Margin comments on the thermal expansivity under pressure

1. Premises and conventions.
One phase of fixed mass under hydrostatic pressure has a volume V(P,T) with continuous third derivatives and K > 0. Define
α = (∂ ln V/∂T)_P, the volumetric expansivity,
K = −(∂P/∂ ln V)_T, the isothermal bulk modulus, with K′ = (∂K/∂P)_T and K″ = (∂K′/∂P)_T,
δ = −(1/αK)(∂K/∂T)_P, the isothermal Anderson–Grüneisen parameter δ_T.
A subscript 0 means P = 0 at the temperature of the isotherm, so V0, α0, K0 and δ0 all change when the isotherm changes. Write η = V/V0, u = −ln η and p = P/K0. In a cubic crystal V = L³, so α is exactly three times the instantaneous linear coefficient. The parameter δ_S, built in the same way from the adiabatic modulus, does not obey what follows.

2. Why a temperature derivative of K fixes a pressure derivative of α.
The two first derivatives of ln V(P,T) are α and −1/K. Equality of the mixed second derivatives gives
(∂α/∂P)_T = −(∂(1/K)/∂T)_P = (1/K²)(∂K/∂T)_P = −αδ/K. (1)
Along an isotherm d ln V = −dP/K, hence (∂/∂ ln V)_T = −K(∂/∂P)_T. Applied to ln α,
δ = (∂ ln α/∂ ln V)_T. (2)
No model of the solid has entered. Equation (2) needs α ≠ 0. Where α passes through zero, as in silicon near 120 K (approximate), δ diverges and only the first two equalities of (1) remain usable.

3. The one integration, and where the assumption enters.
Integrating (2) from V0 to V at fixed T,
ln(α/α0) = ∫₁^η δ(x) dx/x. (3)
This is still exact. Thermodynamics does not supply δ(η); each formula below is a closure for it.
Constant δ: the integral is δ ln η, so
α = α0 η^δ. (4)
Power law δ = δ0 η^κ: the integrand is δ0 x^(κ−1), its primitive is (δ0/κ) x^κ, so
α = α0 exp[−(δ0/κ)(1 − η^κ)]. (5)
With η^κ = exp(−κu), expansion of (5) gives
ln(α/α0) = −δ0 u + δ0 κ u²/2 − δ0 κ² u³/6 + … (6)
Thus (5) returns to (4) as κ → 0, and for κ > 0 it lies above (4) under compression, since 1 − exp(−κu) < κu. Neither result has used an isotherm: both are statements in the volume.

4. From volume to pressure.
The Murnaghan isotherm (1944) sets K = K0 + K0′P. Then u = ∫₀^P dP/K = (1/K0′) ln(1 + K0′P/K0), that is
η = (1 + K0′P/K0)^(−1/K0′), K = K0 η^(−K0′). (7)
Raising η to the power δ,
α = α0 (1 + K0′P/K0)^(−δ/K0′) = α0 (K0/K)^(δ/K0′). (8)
The same result follows from (1) directly: d ln α = −δ dP/(K0 + K0′P). Equation (8) carries two assumptions, constant δ and constant K′. Note 5 shows that they are linked.

5. Where δ0 and κ come from.
The triple-product rule gives (∂P/∂T)_V = αK. Since (∂ ln K/∂ ln V)_T = −K′, equation (2) yields
(∂ ln αK/∂ ln V)_T = δ − K′. (9)
So δ = K′ is the case in which the thermal pressure gained per kelvin is the same at all volumes. Now define γ = αKV/C_V and q = (∂ ln γ/∂ ln V)_T. Taking the logarithmic volume derivative of α = γC_V/(KV),
δ = K′ + q − 1 + (∂ ln C_V/∂ ln V)_T. (10)
This too is exact. In a Debye model C_V ≈ 3R(1 − θ²/20T²) at high temperature and d ln θ/d ln V = −γ, so the last term is γθ²/(10T²), small for T > θ. Drop it and hold q constant. Then δ − K′ is a constant c = δ0 − K0′, and two things follow. First, differentiating δ = K′ + c with respect to ln V at P = 0,
κ δ0 = −K0K0″. (11)
Second, (3) can be integrated on any isotherm, because ∫K′ d ln V = −ln K:
α/α0 = η^c K0/K(η). (12)
On a Murnaghan isotherm K″ = 0, (11) gives κ = 0 and (12) reduces to (4). Constant δ therefore belongs with the Murnaghan form, and κ > 0 belongs with an isotherm whose K′ falls under compression. A convenient one is the Vinet form, with x = η^(1/3) and ξ = 3(K0′ − 1)/2:
P = 3K0 (1 − x) x⁻² exp[ξ(1 − x)].
Using K = −(x/3) dP/dx,
K = K0 x⁻² [1 + (ξx + 1)(1 − x)] exp[ξ(1 − x)],
and two further pressure derivatives, d/dP = (dP/dx)⁻¹ d/dx, taken at x = 1 give K0K0″ = 19/36 − K0′/2 − K0′²/4. A change of q with volume would add ∂q/∂ ln V to the right side of (11); the κ obtained here omits it.

6. Which of the two assumptions fails first.
Let K = K0(1 + K0′p + K0K0″p²/2 + …). Expanding 1/K and integrating,
u = p − K0′p²/2 + (K0′²/3 − K0K0″/6)p³ + …
Insertion in (6) gives
ln(α/α0) = −δ0 p + δ0(K0′ + κ)p²/2 + O(p³). (13)
The curvature K″ reaches the volume only at order p³, but through (11) it reaches α at order p². A Murnaghan isotherm can therefore describe V(P) acceptably over a range in which (8) already gives too small an α. With K0″ < 0 the two corrections have opposite signs: the softer isotherm compresses more and lowers α, while the falling δ raises it. The series serve to order the terms only; the Murnaghan logarithm converges for K0′p < 1.

7. What the closure does to the neighbouring isotherms.
By definition (∂K/∂T)_P = −αKδ. Differentiate with respect to P, using ∂ ln α/∂P = −δ/K, ∂ ln K/∂P = K′/K and ∂ ln δ/∂P = −κ/K, where κ now denotes the local slope (∂ ln δ/∂ ln V)_T:
(∂K′/∂T)_P = αδ(δ − K′ + κ). (14)
A choice of δ(η) on one isotherm thus fixes how K′ moves with temperature. With (7) and (8), (∂K/∂T)_P = −α0K0δ(1 + K0′p)^(1 − δ/K0′). If the next isotherm is also of Murnaghan form, K0(T) + K0′(T)P, this derivative must be linear in P, which requires δ = K0′ or δ = 0. For any other δ, equation (8) holds on one Murnaghan isotherm only. The common alternative, Murnaghan isotherms with K0′ independent of T, has (∂K/∂T)_P = −α0K0δ0 at every pressure. Equation (1) then reads ∂α/∂P = −α0K0δ0/K², and since ∫₀^P dP/K² = (1/K0 − 1/K)/K0′,
α/α0 = 1 − (δ0/K0′)(1 − K0/K). (15)
This coincides with (8) when δ0 = K0′. For δ0 > K0′ it turns negative once K/K0 exceeds δ0/(δ0 − K0′), an artefact of that closure.

8. Inputs for bcc sodium at 298 K.
The linear expansion is 71 × 10⁻⁶ K⁻¹ (room temperature, compiled value, Wikipedia), so α0 = 213 × 10⁻⁶ K⁻¹. Typical values serve for the rest: K0 ≈ 6.3 GPa, K0′ ≈ 3.9, γ ≈ 1.2, θ ≈ 155 K, molar volume ≈ 23.7 cm³/mol, and q ≈ 1 for the lattice vibrations. Equation (10) starts from K0′ + q − 1 = 3.9, and the Debye term adds 0.03.
Sodium at 298 K is close to melting (about 371 K), so thermal vacancies deserve a look. A fraction n = exp(S_f/k − H_f/kT) with formation volume v_f adds n v_f/Ω to V/V0, Ω being the atomic volume, 39.4 Å³. Since dn/dT = nH_f/kT², α_vac = (v_f/Ω) nH_f/kT². Take H_f = 0.36 eV at P = 0 (compiled formation energy, Riffe 2024), a typical S_f ≈ 4k and an assumed v_f = Ω/2. Then H_f/kT = 14.0, n = 4.5 × 10⁻⁵ and α_vac = 1.0 × 10⁻⁶ K⁻¹, or 0.5 per cent of α0. With H_f rising as Pv_f and the other factors fixed, this part has its own exponent −K0 ∂ ln α_vac/∂P = K0v_f(1/kT − 1/H_f) = 28. Exponents of additive parts average with their weights in α, so the initial δ is raised by about 0.12. The term dies on the scale kT/v_f = 0.21 GPa, and its total effect on α is the 0.5 per cent.
Both corrections are smaller than the uncertainty of q, taken as ±0.5. The model value is δ0 = 4.0, so c = 0.1. The Vinet curvature is K0K0″ = −5.22, and (11) gives κ = 1.31, used as 1.3.

9. Numbers at 3 GPa.
Here p = 0.476 and 1 + K0′p = 2.857, so K0′p exceeds one (the series of note 6 stop at 1.6 GPa) and the closed forms are needed. The Murnaghan isotherm gives η = 0.7640 and K = 18.0 GPa. The Vinet root is x = 0.91072, giving η = 0.7554 and K = 16.2 GPa. The exponent of (5) on the Vinet volume is −0.9404. The entries below come from unrounded volumes; the third figure of α/α0 serves only to compare closures at fixed inputs. Columns: α/α0, α in 10⁻⁶ K⁻¹, αK/(α0K0).
A. Equation (8), Murnaghan: 0.341, 73, 0.97
B. Equation (4), Vinet: 0.326, 69, 0.84
C. Equation (5), Murnaghan: 0.403, 86, 1.15
D. Equation (5), Vinet: 0.390, 83, 1.00
E. Equation (12), Vinet: 0.379, 81, 0.97
From A to B the softer isotherm lowers α by 4 per cent; from B to D the falling δ raises it by 20 per cent, as note 6 anticipated. The last column exposes the mismatched pairs. In B and C the product αK drifts down or up only because δ is held fixed while K′ falls, or the reverse. D and E share δ0 and, up to rounding, the initial slope κ, so their 3 per cent difference measures how far δ = K′(η) + c departs from a power of η; it is no independent test. Equation (15) gives 0.333, close to A because δ0 is close to K0′. Equation (14) at P = 0 gives ∂K′/∂T = 8.5 × 10⁻⁵ K⁻¹ for closure A and 1.2 × 10⁻³ K⁻¹ for D. Of the latter, −α0K0K0″ = 1.1 × 10⁻³ K⁻¹ is simply K′ rising as the lattice expands.
For a pressure scale the working quantity is αK. It starts at α0K0 = 1.34 MPa/K and stays within 3 per cent of that in A, D and E, so 10 K of temperature uncertainty at a given volume means about 13 MPa.
At fixed κ, equation (5) gives ∂ ln α/∂δ0 = −(1 − η^κ)/κ = −0.235, so ±0.5 in δ0 moves ln α by 0.12. The model's expansivity at 3 GPa is thus 81 to 83 × 10⁻⁶ K⁻¹ (27 to 28 × 10⁻⁶ K⁻¹ linear), a fall by a factor of 2.6, uncertain by about 10 × 10⁻⁶ K⁻¹ through δ0. Typically the thermal pressure of the alkali metals depends only weakly on volume in this range. The choice q ≈ 1, which puts δ0 near K0′, was made to reproduce that behaviour, so the flat αK is an input and confirms nothing.

10. The same pressure on a wiring metal.
For copper take the typical values K0 ≈ 135 GPa, K0′ ≈ 5 and δ0 ≈ 5.5. At 3 GPa, equation (7) gives u = 0.0211 and (8) gives the model ratio α/α0 = 0.89. With an assumed κ = 1.3 the term δ0κu²/2 of (6) is 0.0016. Constant δ is ample here: what matters is P/K0, not P.

11. Range of validity.
Equations (1) to (3), (9), (10) and (14) are exact under the premises of note 1, with α ≠ 0 wherever δ appears. They end at a phase boundary; at room temperature sodium stays bcc to about 65 GPa (approximate), and its melting temperature rises over the first few GPa, so 0 to 3 GPa is one phase. Non-hydrostatic stress or a non-cubic lattice calls for the tensor form. Equations (4) and (8) hold while δ0κu²/2 is below the tolerance. For 0.05 in ln α and the sodium inputs this means u < 0.139, or P below about 1.2 GPa by (7). Equation (5) extends the range by one order in u, provided it is paired with an isotherm of matching K″; at 3 GPa its residual dependence on the closure is a few per cent, less than that from δ0. It is an interpolation: it cannot change sign, and as η → 0 it tends to the floor α0 exp(−δ0/κ), 0.046 α0 here, which has no physical basis. The estimates (11) and (12) need T above the Debye temperature and a constant q. Since θ rises under compression, the heat-capacity term of (10) grows, and at low temperature it can no longer be dropped.